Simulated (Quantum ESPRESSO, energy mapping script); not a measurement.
# Exchange couplings and ordering temperature of rocksalt NiO in PBE+U as functions of the Hubbard U on Ni d

Every member of this series is the same compound: Ni²⁺ with two unpaired electrons in its e_g orbitals, each ion octahedrally surrounded by O²⁻. Only the Hubbard U on the Ni d shell changes. NiO serves as an antiferromagnetic layer that pins the magnetisation of a neighbouring ferromagnet, and its ordering temperature limits where such a layer works. A computed ordering temperature is of use only if its dependence on U is known. The couplings are obtained from PBE+U energies of collinear spin orders, each taken relative to the parallel order in the same cell, with the atoms held at the measured structure. Mean-field and Monte Carlo temperatures for classical spins follow from them. Measured values are set beside the computed ones further on.

## Set-up

NiO (rocksalt), from the measured cell (COD); moments on Ni. Quantum ESPRESSO 7.5, plane waves, collinear spins without spin-orbit coupling, GBRV ultrasoft potentials, cutoff 612 eV, k-point spacing 0.32 1/Å, Fermi-Dirac occupations of width 0.05 eV, Hubbard projectors on orthogonalised atomic orbitals. For each row 10 self-consistent runs of collinear orders in small supercells, each against the parallel order in the same cell and mesh, fix the couplings by least squares; atoms are held. Mean-field temperatures follow from the largest eigenvalue of J(q). Monte Carlo is classical heat-bath sampling on 512 spins. The functional is PBE, with U as the first column says.

Notes on method and selection:

- Temperatures are for classical spins of fixed length: no quantum factor (S+1)/S is applied, mean field overestimates, and the Monte Carlo peak of a finite lattice lay about 5 % under the known transition in tests on simple lattices.
- Each order is the state reached from typed starting moments and may not be the lowest.
- Farther fitted shells of NiO (rocksalt): 24 neighbours near 5.1 Å, 0.01 to 0.08 meV; 12 neighbours near 5.9 Å, -1.25 to -0.14 meV. Small couplings are the least well fixed.
- Shells are defined by distance (within 0.05 Å), so unlike pairs at one distance share one coupling.
- Fits whose orders differ in orbital state, whose mesh is flagged unconverged or whose misfit exceeds 15 % of the largest energy difference (8 % for two-shell refits) are left out, and series that barely change are not tabled.
- Runs that did not converge, have known faults or may not be shown are not listed, and runs on Ansatz's PAW sets soft_1 and soft_2 are kept to separate tables.

Columns:

- Hubbard U (eV): effective Hubbard U (Dudarev form) on the Ni d shell.
- local moment (μB): largest spin moment inside a magnetic atom's sphere, in the lowest computed order.
- gap (eV): Kohn-Sham gap of the lowest computed order on its k-point mesh, zero where bands overlap.
- nearest coupling J1 (meV): coupling of the nearest fitted shell (Ni-Ni, 12 neighbours per magnetic atom, 2.95 Å in the first row); E = -sum over ordered pairs of J e_i·e_j with unit vectors e (each pair counted twice), J > 0 favours parallel moments.
- Monte Carlo temperature (K): peak of the heat capacity in classical Monte Carlo on the fitted couplings.
- second coupling J2 (meV): coupling of the second fitted shell (Ni-Ni, 6 neighbours, 4.17 Å in the first row), same convention.
- mean-field temperature (K): mean-field ordering temperature of classical spins from all fitted couplings.

## Numbers

| member | Hubbard U (eV) | local moment (μB) | gap (eV) | nearest coupling J1 (meV) | Monte Carlo temperature (K) | second coupling J2 (meV) | mean-field temperature (K) | remark |
| --- | --- | --- | --- | --- | --- | --- | --- | --- |
| Hubbard U 1.5 eV | 1.5 | 1.48 | 1.58 | 1.708 | 577 | −21.425 | 878 | some orders are gapless and others have a gap |
| Hubbard U 3 eV | 3.0 | 1.56 | 2.26 | 1.220 | 449 | −16.193 | 680 |  |
| Hubbard U 4.5 eV | 4.5 | 1.62 | 2.85 | 0.880 | 347 | −12.339 | 526 |  |
| Hubbard U 6 eV | 6.0 | ? | 3.17 | ? | ? | ? | ? |  |
| Hubbard U 7.5 eV | 7.5 | 1.71 | 3.23 | 0.431 | 204 | −7.130 | 308 |  |
| Hubbard U 9 eV | 9.0 | 1.75 | 3.28 | 0.286 | 155 | −5.385 | 233 |  |
| Hubbard U 10.5 eV | 10.5 | 1.78 | 3.30 | 0.180 | 117 | −4.054 | 176 |  |

Cells marked ? are withheld until the estimate has been made.

Least-squares fits to the members shown, with x = Hubbard U (eV); R² and errors in the fitted variable (y, or ln y where the fit is in ln y):

| y | members | fit | R² | rms residual | leave-one-out rms | the same for the mean of the others |
| --- | --- | --- | --- | --- | --- | --- |
| second coupling J2 (meV) | 6 | y = −26.64 + 3.891 x − 0.1676 x² | 1.00 | 0.23 | 0.66 | 7.5 |
| mean-field temperature (K) | 6 | y = 1082.8 − 150.14 x + 6.1270 x² | 1.00 | 6.2 | 18 | 303 |

## Why the values move as they do

The second coupling J2 is antiferromagnetic in every row shown and weakens steadily, from −21.425 meV at U = 1.5 eV to −4.054 meV at 10.5 eV, a factor of 21.425 / 4.054 = 5.28. It links Ni ions on opposite sides of an oxygen, where e_g orbitals and the O p orbital pointing at them form a straight Ni–O–Ni path. U lowers the filled d states and raises the empty ones, so virtual transfer of an electron from oxygen or from the other Ni costs more. In the charge-transfer picture J2 varies as −(t⁴/Δ²)(1/U + 1/Δ), with t the Ni–O hopping and Δ the cost of moving an electron from O to Ni. Since Δ also grows with U here, the fall can become steeper than 1/U once U is large. At the upper end of the series this holds: from 9 to 10.5 eV the ratio is 4.054 / 5.385 = 0.753, against 9 / 10.5 = 0.857 for 1/U. The oxygen moment of the parallel order, which shrinks as U grows, points to the same loss of Ni–O mixing. Bond lengths play no part, as the atoms are held.

The band gap does not measure this cost. Between 7.5 and 10.5 eV it widens by only 0.07 eV while J2 loses over two fifths of its size, probably because the lowest empty states are then no longer Ni d.

The nearest coupling J1 is weakly ferromagnetic and also shrinks. In the antiparallel order favoured by J2, half of the twelve nearest neighbours are parallel and half antiparallel, so J1 cancels from the mean-field temperature, and the shell near 5.1 Å cancels in the same way. What remains is T = (2/3)(6|J2| − 12|J4|)/k, with k = 0.0862 meV/K and J4 the antiferromagnetic coupling near 5.9 Å. With the largest J4 of the notes assigned to the first row, (2/3) × (6 × 21.425 − 12 × 1.25) / 0.0862 = 878 K, as tabulated. The ordering temperature therefore follows J2 closely. The Monte Carlo temperature, about two thirds of the mean-field one, falls in nearly the same proportion, from 577 to 117 K.

At U = 1.5 eV the parallel order is gapless, which makes that row the least secure as a set of fixed pair couplings.

## Prediction

Plain estimates from the members shown:

- Hubbard U 6 eV, fit at x = 6.0: −9.328 meV
- Hubbard U 6 eV, straight-line interpolation between Hubbard U 4.5 eV and Hubbard U 7.5 eV: w = (6.0 − 4.5) / (7.5 − 4.5) = 0.500, so −12.339 + 0.500 × (−7.130 − (−12.339)) = −9.735 meV

The member at U = 6 eV lies midway between two shown rows, with the same structure and the same kind of lowest order, so interpolation is appropriate. The straight line gives −9.735 meV, but the magnitude of J2 falls along a curve that bends upwards, and a chord across such a curve overstates it. The quadratic fit, at −9.328 meV, has a residual of 0.23 meV and a leave-one-out error of 0.66 meV, which is coarse for data this smooth.

A better form is suggested by the ratios of successive rows 1.5 eV apart: 16.193 / 21.425 = 0.756, 12.339 / 16.193 = 0.762, 5.385 / 7.130 = 0.755 and 4.054 / 5.385 = 0.753. Over this range J2 loses nearly the same fraction for each step in U, so its logarithm is close to linear. Interpolating the logarithm between 4.5 and 7.5 eV gives −√(12.339 × 7.130) = −9.38 meV.

The same route, applied to each inner row from its two shown neighbours and weighted by their distance in U, misses the magnitude of J2 as follows:

- U = 3 eV: about 0.4 % too large
- U = 4.5 eV: about 0.2 % too small
- U = 7.5 eV: about 0.4 % too small
- U = 9 eV: about 0.2 % too small

The root-mean-square miss is 0.3 %, or 0.003 × 9.38 = 0.03 meV here. The misses differ in sign, so no correction is added. The slower growth of the gap above 4.5 eV gives no reason for a shift, since J2 keeps its rate of fall through the rows where the gap is almost flat.

**Committed estimate, Hubbard U 6 eV: second coupling J2 = −9.38 ± 0.03 meV.**

## Result

| member | Hubbard U (eV) | local moment (μB) | gap (eV) | nearest coupling J1 (meV) | Monte Carlo temperature (K) | second coupling J2 (meV) | mean-field temperature (K) |
| --- | --- | --- | --- | --- | --- | --- | --- |
| Hubbard U 6 eV | 6.0 | 1.67 | 3.17 | 0.625 | 267 | −9.399 | 404 |

| member | estimate | second coupling J2 (meV) | computed | estimate − computed | miss in error bars |
| --- | --- | --- | --- | --- | --- |
| Hubbard U 6 eV | committed | −9.380 | −9.399 | +0.019 | 0.6 |
| Hubbard U 6 eV | fit | −9.328 | −9.399 | +0.071 |  |
| Hubbard U 6 eV | interpolation | −9.735 | −9.399 | −0.336 |  |

The estimate of −9.38 ± 0.03 meV lies 0.019 meV from the computed −9.399 meV, inside its error bar. It did better than the quadratic fit, which missed by 0.071 meV, and much better than the straight line, which overstated the magnitude by 0.336 meV. Treating the fall as a nearly constant fraction per step held: the two new ratios, 9.399 / 12.339 = 0.762 and 7.130 / 9.399 = 0.759, lie within the range of the others.

This success confirms a smooth dependence on U, not a particular superexchange formula. The comparison with 1/U made earlier for the last interval does not extend to the whole series. From 1.5 to 3 eV J2 keeps 0.756 of its size, where 1/U would leave 0.500, and the fall is steeper than 1/U only above 6 eV. A likely reason is that PBE already separates filled and empty d states by exchange, so the transfer cost does not start from zero and a small U adds only part of it.

## Departures from the trend

Least-squares fits to the whole series, with x = Hubbard U (eV); R² and errors in the fitted variable (y, or ln y where the fit is in ln y):

| y | members | fit | R² | rms residual | leave-one-out rms | the same for the mean of the others |
| --- | --- | --- | --- | --- | --- | --- |
| second coupling J2 (meV) | 7 | y = −26.61 + 3.873 x − 0.1661 x² | 1.00 | 0.21 | 0.57 | 6.8 |
| mean-field temperature (K) | 7 | y = 1082.1 − 149.76 x + 6.0952 x² | 1.00 | 5.8 | 15 | 274 |

Largest departures from the fit to the whole series:

| member | second coupling J2 (meV) | fit | computed − fit | in rms residuals |
| --- | --- | --- | --- | --- |
| Hubbard U 3 eV | −16.193 | −16.486 | +0.293 | 1.4 |
| Hubbard U 1.5 eV | −21.425 | −21.174 | −0.251 | 1.2 |
| Hubbard U 7.5 eV | −7.130 | −6.906 | −0.224 | 1.1 |
| Hubbard U 4.5 eV | −12.339 | −12.545 | +0.206 | 1.0 |

No member stands out, the largest departure from the quadratic fit being 1.4 rms residuals, at U = 3 eV. The signs of the departures run in groups along the series, as expected when a parabola is laid through a nearly exponential decay. Even the row at 1.5 eV, with its gapless parallel order, is within 1 % of the value continued from its two neighbours at constant ratio, 16.193² / 12.339 = 21.25 against 21.425 meV in magnitude.

## Against measurement

| member | quantity | measured | computed | computed − measured | conditions | source |
| --- | --- | --- | --- | --- | --- | --- |
| Hubbard U 6 eV | Monte Carlo temperature (K) | 525 | 267 | −258 (−49.1 %) | literature value quoted in passing in the introduction; NiO not measured in this work | [1] |

Sources:

[1] "Spin Selective Evolution of Zhang-Rice State in Binary Transition Metal Oxide" (2023, arXiv:2310.17833)

At U = 6 eV the Monte Carlo temperature is 267 K against a measured 525 K, a shortfall of 258 K or 49 %. The measured value is quoted in passing in a paper that did not measure NiO, but the ordering temperature of this oxide is well established and close to it.

The shortfall has about the size expected from the omitted quantum factor. Ni²⁺ has spin S = 1, so (S+1)/S = 2, and 2 × 267 = 534 K. The remaining difference of 9 K is too small to judge, since the finite lattice alone may lower the peak by about 5 %.

The agreement does not establish 6 eV as the correct U. With the same factor the rows at 4.5 and 7.5 eV give 2 × 347 = 694 K and 2 × 204 = 408 K, so the measured temperature selects a U near 6 eV. Without the factor it would select one between 1.5 and 3 eV, where the classical temperatures are 577 and 449 K. A U fitted to the ordering temperature thus depends on how the spins are treated. The trend with U itself has no measured counterpart.

## Conclusions

Between U = 1.5 and 10.5 eV, at fixed structure, J2 keeps about 0.76 of its size for each 1.5 eV added to U. A member midway between two computed rows 3 eV apart can be estimated from the geometric mean of their J2 to about 0.4 % or better, as all five inner rows show.

For the ordering temperature the choice of U matters more than any such interpolation error. Around 6 eV the Monte Carlo temperature changes by (204 − 347) / 3.0 = −48 K per eV, or about −95 K per eV once the quantum factor is applied. A computed ordering temperature of NiO should therefore be reported with its U and with the spin factor used.

No omitted effect considered here exceeds the nearly fivefold spread of the Monte Carlo temperatures. The largest is the quantum factor, which doubles them and offsets roughly 4 eV of U.
